At 100 K the vibrational free energy of GeIrPt₆ is positive, +11.6 meV per atom, and in every row below it is negative. The same row has a heat capacity of only 2.422 kB per atom, while all the others lie above 2.8. It looks like a slip or a phase change, but it is neither. One crystal with one fixed set of phonon frequencies stands behind all ten rows, and only the temperature differs.

Harmonic phonon thermodynamics of GeIrPt₆ (Fm-3m) at fixed volume, from Ansatz 0.2.0 with scalar-relativistic PBE and PAW, without spin polarization or dispersion correction. Plane-wave cutoff 420 eV, 8x8x8 k mesh, Gaussian smearing 0.1 eV; phonons by linear response on a 2x2x2 q mesh. The free energy includes the zero-point energy.

| temperature (K) | phonon entropy (kB/atom) | phonon free energy (meV/atom) | phonon heat capacity (kB/atom) |
| --- | --- | --- | --- |
| 100 | 2.306 | 11.6 | 2.422 |
| 200 | 4.153 | -16.9 | 2.834 |
| 300 | 5.323 | -58.1 | 2.924 |
| 400 | 6.169 | -107.7 | 2.957 |
| 500 | 6.831 | -163.9 | 2.972 |
| 600 | 7.374 | -225.1 | 2.981 |
| 700 | 7.833 | -290.7 | 2.986 |
| 800 | 8.232 | -360.0 | 2.989 |
| 900 | 8.585 | -432.5 | 2.991 |
| 1000 | 8.900 | -507.8 | 2.993 |

**100 K: quantum motion still counts**

Each vibration is an oscillator that keeps some energy even at absolute zero. In this calculation the zero-point energy comes to 20.07 meV per atom, and the free energy starts from there, counted from atoms at rest. Warming lowers it, because its slope is minus the entropy. By 100 K it has come less than halfway down to zero, which it crosses near 150 K. The crossing marks only the temperature at which temperature times entropy has grown as large as the vibrational energy.

The low heat capacity has the same quantum origin. A vibration takes up heat freely only when the thermal energy kBT is comparable with its quantum hν or larger. At 100 K the slow vibrations already do so, while the fast ones are partly frozen. The fastest mode at the zone centre, 197 cm⁻¹, has a quantum that equals kBT only near 280 K.

**200 to 300 K: the heat capacity levels off**

An oscillator whose quantum just equals kBT already has about 92% of its classical heat capacity. By 300 K almost the whole spectrum has passed that point, and the heat capacity stands at 2.924 kB, close to the classical 3 kB for three vibrations per atom. These quanta are small because heavy atoms, mostly platinum and iridium, move slowly on their springs.

A short formula shows what is left of the quantum effect. One mode contributes kBT ln(2 sinh(x/2)) to the free energy, with x = hν/kBT. For small x the logarithm is close to ln x + x²/24. Averaged over the spectrum, with three modes per atom, this gives the free energy F, and differentiation gives the entropy S and the heat capacity C:

F ≈ 3kBT ln(θg/T) + kBθ₂²/(8T)

S/kB ≈ 3 + 3 ln(T/θg) + θ₂²/(8T²)

C/kB ≈ 3 − θ₂²/(4T²)

Here θg is the geometric mean of the frequencies and θ₂ their root-mean-square, both expressed as temperatures. The heat capacities from 300 K upwards were fitted with θ₂ = 165.8 K. The entropy at 1000 K then fixed θg = 140.1 K.

The free energy at 300 K, which took no part in setting either number, can now be worked out. With kBT = 25.85 meV, the first term is 3 × 25.85 × ln(140.1/300) = −59.05 meV. The second is 0.08617 × 165.8²/(8 × 300) = 0.99 meV. Their sum is −58.1 meV per atom, the value in the table.

The formula for F stays within 0.1 meV of the table in all ten rows. The one for C fails at 100 K, where it puts the shortfall from 3 kB about a fifth too high, because the series has been cut too early for such a low temperature. The output printed below gives the misses row by row. Since the table itself was computed from harmonic oscillators, this agreement tests the shortened formula and not whether this proposed structure, if it could be made, would be harmonic.

**400 to 1000 K: one column rests, two keep moving**

From here on the heat capacity gains less than 0.04 kB in all, yet the entropy climbs to 8.900 kB. A constant heat capacity means that equal factors in temperature bring equal steps in entropy. Doubling the temperature from 500 to 1000 K adds 2.069 kB, against 3 ln 2 = 2.079 for purely classical vibrations. The free energy therefore falls ever more steeply, since its slope follows the growing entropy.

The zero-point energy has meanwhile dropped out of sight. At 1000 K the total vibrational energy is only 0.6 meV per atom above the classical 3kBT, although it started 20 meV above zero. The heat that the frozen vibrations failed to take up at low temperature almost exactly offsets the energy they had from the start. This is why the formula for F has no constant term.

**What the flat column hides**

It is tempting to replace the spectrum by a single frequency. If that frequency is chosen to give the right zero-point energy, it is 155 K, and the heat capacity at 300 K comes out within 0.01 kB. The entropy, however, is too low by 0.34 kB at 100 K and still by 0.31 kB at 1000 K. At 1000 K this puts the free energy 27 meV per atom too high.

The error in entropy is already complete at 100 K, so it comes mainly from the slow vibrations, which wake first. Once awake, a slow mode adds one kB to the heat capacity, however slow it is. Its entropy has no such ceiling and grows with the logarithm of kBT/hν. The heat capacity near its limit senses mainly the fast modes, through the mean square of the frequencies, while the entropy gives the slow ones their full say.

A Debye spectrum, which spreads the frequencies as sound waves in a simple solid would, does better. Set by the same zero-point energy, it roughly halves the error in entropy, to 0.17 kB at 1000 K. What remains points to a spectrum wider at both ends. The fastest modes, near 280 K, lie well above the Debye cutoff of 207 K, and with the same mean frequency they are balanced by a larger share of slow vibrations than the Debye form allows.

Some of them are a weak point of the calculation. At the zone centre three optical modes lie at only 15 cm⁻¹. The crystal is a metal, so every frequency behind the table may shift with the k mesh and with the coarse 2x2x2 q mesh from which the rest are interpolated, and none has been tested with denser meshes. If the frequency of these three modes were twice as high throughout the part of the spectrum that the zone centre stands for, the entropy would drop by a few hundredths of a kB. The free energy at 1000 K would rise by a few meV per atom, while the heat capacity at 100 K would barely move. The output's figure for it, below 0.001 kB, holds the modes at 15 cm⁻¹ throughout. The branches stiffen away from the zone centre, so the change is expected to be several times larger, though still far smaller than the change in entropy. A good match in heat capacity is therefore no proof of a good free energy.

For work at high temperature, the lower rows also lack thermal expansion, changes of the frequencies with amplitude, and the entropy of the electrons, which at 1000 K is expected to outweigh the soft-mode uncertainty above. A decision on whether this phase forms would need the same free energy for its competitors.

For a related crystal, the frequencies set the temperature scale. If all of them were twice as high, the entropy and heat capacity listed here for 300 K would appear at 600 K, and the free energy there would be twice the one listed for 300 K. Lighter atoms or stiffer bonds shift the columns in this direction.

Output of the analysis:

```
fit of 3 - phonon_heat_capacity on 8 rows (temperature >= 300): coefficient of (100/temperature)**2 0.6868 +/- 0.0023; rms 0.000306, worst 500 -0.000527, leave-one-out rms 0.000425
  rows outside the fit (model, value, miss): 100 0.6868, 0.578, 0.109; 200 0.1717, 0.166, 0.00571
Misses are model less table; S and C in kB/atom, energies in meV/atom:
   row  S miss expansion  F miss expansion  energy above 3kT  fall of F since last row in kB  S miss Einstein  S miss Debye  C miss Einstein  C miss Debye
   100           0.02623            0.0731              5.62                             n/a          -0.3417         -0.19          0.04154        0.0205
   200          0.001107           -0.0313             2.972                           3.307          -0.3193       -0.1777          0.01976       0.01123
   300        -0.0001951           0.02374             1.954                           4.781          -0.3139       -0.1748          0.00992      0.005765
   400         0.0001572          -0.05906             1.533                           5.756          -0.3113       -0.1731         0.005613      0.003201
   500         -0.000139           0.02471             1.165                           6.522          -0.3106       -0.1729         0.004008      0.002441
   600        -0.0003717          -0.04763             1.053                           7.102          -0.3103       -0.1728         0.002314      0.001218
   700         0.0005495          -0.02062             0.833                           7.613          -0.3091       -0.1717          0.00173     0.0009207
   800         0.0005011           0.01819            0.6871                           8.042          -0.3089       -0.1717           0.0016     0.0009789
   900         -0.000276           0.02878            0.6503                           8.413          -0.3096       -0.1724          0.00157      0.001078
  1000                 0          -0.03079            0.6227                           8.738          -0.3092        -0.172        0.0009802     0.0005809
Root-mean-square frequency from heat capacity, K: 165.8
Arithmetic mean frequency from zero-point energy, K: 155.3
Geometric mean frequency from entropy at 1000 K, K: 140.1
Debye temperature that fits the heat capacity, K: 214
Debye temperature that fits the zero-point energy, K: 207
Debye temperature that fits the entropy at 1000 K, K: 195.5
Root-mean-square frequency of the Gamma modes alone, K: 169.8
Entropy gain from 500 to 1000 K, kB/atom: 2.069
Classical entropy gain on doubling the temperature, kB/atom: 2.079
Thermal energy short of 3kT at 1000 K, meV/atom: 19.45
Free energy miss of Einstein model at 1000 K, meV/atom: 26.54
Free energy miss of Debye model at 1000 K, meV/atom: 14.76
Temperature where the expansion puts zero free energy, K: 147.5
Rough entropy loss if the soft Gamma triplet doubled its frequency, kB/atom: 0.03249
Rough free energy rise at 1000 K from the same change, meV/atom: 2.8
Rough heat capacity loss at 100 K from the same change, kB/atom: 0.0005371
```
